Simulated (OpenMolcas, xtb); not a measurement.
## How methods differ on SiH2 (SMILES [SiH2])

The species is SiH2 (3 atoms), meant as a singlet with charge 0. SMILES: `[SiH2]`. The coordinates come from a PBE0-D4/def2-TZVP relaxation.

```xyz
3

Si   -0.4912    0.4686   -0.2136
H     0.8403    0.5786    0.5225
H    -0.3491   -1.0472   -0.3089
```

Quantity: the dipole moment, in D. The values are calculated.

```tsv
level	kind	program	value (D)
GFN0-xTB	semi-empirical	xtb	1.85
GFN1-xTB	semi-empirical	xtb	0.83
HF/pcseg-0	Hartree–Fock	OpenMolcas	0.52
SVWN5/pcseg-0	LDA	OpenMolcas	0.80
PBE/pcseg-0	GGA	OpenMolcas	0.71
r2SCAN/pcseg-0	meta-GGA	OpenMolcas	0.76
B3LYP/pcseg-0	global hybrid	OpenMolcas	0.56
M06-2X/pcseg-0	hybrid meta-GGA	OpenMolcas	?
PBE0/pcseg-0	global hybrid	OpenMolcas	?
```

Estimate what the levels marked ? give.

As computed at these levels: M06-2X/pcseg-0: 0.63 D; PBE0/pcseg-0: 0.72 D. The values span 0.52 to 1.85 D. All rows use very small basis sets, so even the best lies far from the true value. Magnitudes only: a small dipole may point the other way at some levels.

Apart from GFN0-xTB at 1.85 D, every level gives a modest dipole, between 0.52 and 0.83 D. This fits the electronic structure of singlet silylene. Hydrogen is more electronegative than silicon, so the Si–H bonds carry negative charge towards the hydrogens, while the lone pair, rich in 3s character, places charge on the opposite side of silicon. The near-right angle reflects bonding mainly through silicon 3p orbitals. The net moment is therefore a difference between opposing contributions, and a slight shift in bond polarity or lone-pair shape changes it by a large fraction.

The GFN0-xTB outlier probably reflects its lack of a self-consistent charge response, which leaves this balance poorly described. Exact exchange gives no simple ordering: Hartree–Fock is lowest and B3LYP lies below PBE, but PBE0 at 0.72 D is marginally above PBE at 0.71 D rather than between PBE and Hartree–Fock. Close agreement between two functionals here is thus weak evidence that either describes the charge distribution correctly.
